Q: I have three equations of state for lanthanum held in the simple cubic structure, from r2SCAN, m-r2SCAN and BLYP. Could I have got the outer rows on paper from the middle ones?

Simple cubic La at scaled volumes, computed with Ansatz 0.2.0 (scalar-relativistic plane-wave PAW, Fermi-Dirac smearing). r2SCAN and m-r2SCAN (37.67 and 35.85 Å³/atom at scale 1, 15³ and 16³ k meshes, 500 eV cutoff, 0.05 eV smearing) start ferromagnetic; BLYP (40.74 Å³/atom, 10³ k mesh, 420 eV cutoff, 0.1 eV smearing) has no spin polarisation. Energies are for zero smearing, relative to scale 1; pressures are at the stated smearing, positive in compression.

| volume scale | energy change, r2SCAN (meV/atom) | pressure, r2SCAN (GPa) | largest site moment, r2SCAN (μB) | energy change, m-r2SCAN (meV/atom) | pressure, m-r2SCAN (GPa) | largest site moment, m-r2SCAN (μB) | energy change, BLYP (meV/atom) | pressure, BLYP (GPa) |
| --- | --- | --- | --- | --- | --- | --- | --- | --- |
| 0.88 | 24.9 | 2.46 | 0.19 | 46.8 | 4.10 | 0.00 | 35.4 | 3.15 |
| 0.92 | 8.2 | 1.22 | 0.26 | 18.2 | 2.42 | 0.00 | 12.7 | 1.89 |
| 0.96 | 0.8 | 0.39 | 0.35 | 3.4 | 1.02 | 0.00 | 1.6 | 0.84 |
| 1.00 | 0.0 | -0.33 | 0.42 | 0.0 | -0.12 | 0.00 | 0.0 | -0.02 |
| 1.04 | 6.3 | -1.03 | 0.47 | 5.6 | -1.05 | 0.04 | 6.2 | -0.72 |
| 1.08 | 18.7 | -1.60 | 0.51 | 18.3 | -1.80 | 0.12 | 18.7 | -1.31 |
| 1.12 | 35.9 | -2.10 | 0.54 | 36.8 | -2.41 | 0.17 | 36.3 | -1.80 |

A: Read the columns first. The volume scale $x$ is $V/V_1$, and $V_1$ differs between functionals, so one row holds three different volumes and three separate energy zeros. Pressure is positive in compression, and the moment is that counted on the atom.

The physics needed is that a solid stiffens when squeezed, because cores and occupied shells repel more steeply than the bonding attracts. Let the bulk modulus $-V\,dP/dV$ grow linearly with pressure at slope $B'=4$, a value usual for solids and assumed here, not derived. That is the Murnaghan form, and two integrations give

$$P=P_1+Bf,\qquad f=\frac{x^{-4}-1}{4},$$

$$E=V_1\left[-P_1(x-1)+Bg\right],\qquad g=\frac{x-1}{4}-\frac{1-x^{-3}}{12},$$

where $P_1$ and $B$ are pressure and modulus at $x=1$, and 1 GPa Å³ = 6.242 meV. Get $B$ from the pressures at 0.96 and 1.04. The three middle rows are then inputs, and only the four outer rows test the rule.

Q: Let me try m-r2SCAN at 0.88, a test row. The difference in $f$ between 0.96 and 1.04 is $\Delta f=(1.1774-0.8548)/4$, so $B=(1.02+1.05)/\Delta f=25.67$ GPa. At 0.88, $f=(1.6675-1)/4=0.1669$, and $P=-0.12+4.28=4.16$ GPa against 4.10. With the same $P_1$ the energy is 48.2 meV against 46.8. For BLYP at 1.12 I find $B=1.56/\Delta f=19.34$ GPa and $P=-0.02-1.76=-1.78$ GPa against $-1.80$, but the energy comes out at 30.0 meV against 36.3. What went wrong?

A: The two columns belong to different thermodynamic functions. The pressure is the slope of the free energy $F$ at the stated smearing, while the energy is extrapolated to zero smearing. For Fermi-Dirac occupations, to leading order, $F=E-TS/2$, with $TS$ the electronic entropy term, so the printed pressure exceeds $-dE/dV$ by $\tfrac12\,d(TS)/dV$. Expansion narrows the bands and raises the density of states at the Fermi level, so in a non-magnetic metal $TS$ tends to grow with volume and the offset is positive.

For energies, then, take $P_1$ from the energies at 0.96 and 1.04. In m-r2SCAN they differ by 2.2 meV, and $V_1$ is worth 223.8 meV per GPa, which makes 0.00983 GPa. The difference in $g$ is $-\tfrac53(0.04)^3=-0.000107$, which multiplied by $B$ makes $-0.00274$ GPa. Hence $P_1=(-0.00274-0.00983)/0.08=-0.157$ GPa. At 0.88, $g=0.00895$ and $E=223.8\,(0.2298-0.0189)=47.2$ meV against 46.8. The same steps give $-0.252$ GPa for BLYP and $E=254.3\,(0.1157+0.0302)=37.1$ meV against 36.3.

Q: Is entropy shown to be the cause of the offset, or only plausible?

A: Shown, in the two sets where the offset stands clear of the rounding. For m-r2SCAN the same runs give $TS$ of 15.8 meV at 0.88 and 18.2 meV at 1.00, which predicts 0.044 GPa as a mean over that interval, and the offset found at scale 1 is 0.037 GPa, with about 0.01 uncertain from rounding. In r2SCAN both numbers are of the size of the rounding. BLYP is the sharper test, because its offset is much larger. $TS$ goes as the square of the smearing width, and its 79 meV at doubled width is indeed about four times the m-r2SCAN value. It also grows faster with volume, from 73.8 meV at 0.96 to 83.5 at 1.04, or about $V^{1.5}$ against $V^{1.1}$ in m-r2SCAN. Half that slope is 0.24 GPa, and the offset found is 0.23, again with about 0.01 uncertain from rounding. That leaves little for the lower cutoff to explain, and missing plane waves usually make the printed pressure too low, not too high.

Q: How good is the rule over all the test rows?

A: For m-r2SCAN and BLYP the pressure is within 0.06 GPa, or 2 % of the tabulated value, where rounding alone allows 0.03 GPa at 0.88. Energies are high by 1 to 5 % for m-r2SCAN and 2 to 3 % for BLYP. Taking $P_1$ from the energies cuts the worst BLYP error from 8.0 to 0.9 meV, but it is no gain everywhere: in m-r2SCAN it helps on compression and hurts on expansion, so the worst error goes from 1.4 to 1.8 meV, and in r2SCAN it goes from 2.8 to 3.2 meV. Dropping the stiffening altogether, with a straight line for $P$, misses m-r2SCAN at 0.88 by 1.1 GPa and 8 meV. These two sets are one curve, shifted and scaled: $(P-P_1)/(Bf)$ stays between 0.98 and 1.01. The curvature of their three central pressures gives $B'=4.1$, uncertain by about 0.6, so the assumed 4 is borne out. The worst m-r2SCAN energy, 1.8 meV too high at 1.12, falls where a weak moment has appeared; that the moment causes it is my guess.

r2SCAN is the failure. Pressures are off by 6 to 16 %, energies by up to 14 %, and the central $B'$ is $-0.3\pm0.7$. A least-squares Murnaghan fit to all seven pressures with $P_1$, $B$ and $B'$ free still leaves 0.09 GPa, against 0.02 or less for the other two, so the shape itself is different. Its scale 1 is also not the minimum, which lies near 0.98, but $P_1$ takes care of that.

Q: Why should r2SCAN have another shape?

A: The rule assumes one electronic state throughout, and r2SCAN is a ferromagnet whose moment grows in every step. The column understates it: the whole cell carries 0.31 $\mu_B$ at 0.88 and 0.66 at 1.00. m-r2SCAN also started ferromagnetic and lost the moment up to scale 1, so its zeros are a result, whereas BLYP had spin switched off and says nothing on magnetism.

The Stoner argument explains the direction. Narrower bands make polarisation cheaper in kinetic energy while the exchange gain remains, so the energy gained by magnetising grows with volume. An energy that falls on expansion is an outward pressure, and the magnetic cell is larger. Without spin density m-r2SCAN reduces to r2SCAN, so its non-magnetic rows serve as a reference, up to the small difference in mesh. With a cubic spline through them, r2SCAN lies lower by 7 meV at 33.15 Å³ and 16 meV at 36.16 Å³, and its pressure is higher by 0.22 and 0.73 GPa.

Q: And that excess pressure softens the curve?

A: Only where it is rising, since it takes $V\,d(\Delta P)/dV$ from the modulus. It climbs from 0.41 to 0.73, 0.94 and 0.98 GPa over the steps from 0.92 to 1.04, which removes about 8, 5 and 1 GPa. The magnetic softening fades just as ordinary expansion softens the lattice, and the modulus between rows stalls at 17.6 and 17.8 GPa on either side of scale 1, where BLYP drops from 21.1 to 17.8. The last two excess pressures are less clean, because the reference has by then a small moment of its own, and mesh noise near a magnetic instability is not excluded.

Not all of the 8.1 GPa gap between the two moduli is this direct softening. The r2SCAN cell is larger by a factor 1.051, and the rule's $B\propto x^{-4}$ brings 25.7 GPa down to 21.1 there. Volume takes 4.6 GPa, and about 3.4 are left for the direct effect. The volume part is mostly magnetic too, at one remove, since the excess pressure is what enlarges the cell; a smaller share comes from r2SCAN's scale 1 lying beyond its minimum.

Q: How far can I carry this?

A: The table tests ±12 % in volume. Beyond that, theory says the form goes wrong on both sides: on expansion its pressure levels off at $P_1-B/4$ and the energy never saturates at a cohesive energy, and on compression a real $B'$ declines, so the rule overshoots. Its pressure is high at 0.88 in all three sets, for m-r2SCAN and BLYP by only twice the rounding. None of this describes real lanthanum, which is double-hexagonal close-packed and not magnetically ordered at ambient conditions. SCAN-type functionals are known to over-magnetise itinerant metals, the datasets were made for PBE, spin-orbit coupling and zero-point motion are absent, and the stability of the two meta-GGA solutions was not checked, so a lower state may exist. The simple cubic lattice is itself held by symmetry and may be dynamically unstable.

For another metal, look at the moment column and at the curvature of the three central pressures before trusting any estimate. With no large change of moment and a central $B'$ near 4, use $x^{-4}$ for the pressure and, where the smearing is wide, take $P_1$ for the energy from the energies themselves. A moment that grows row by row is a warning: the one such set here was off by up to 16 %, which is no bound for other metals.
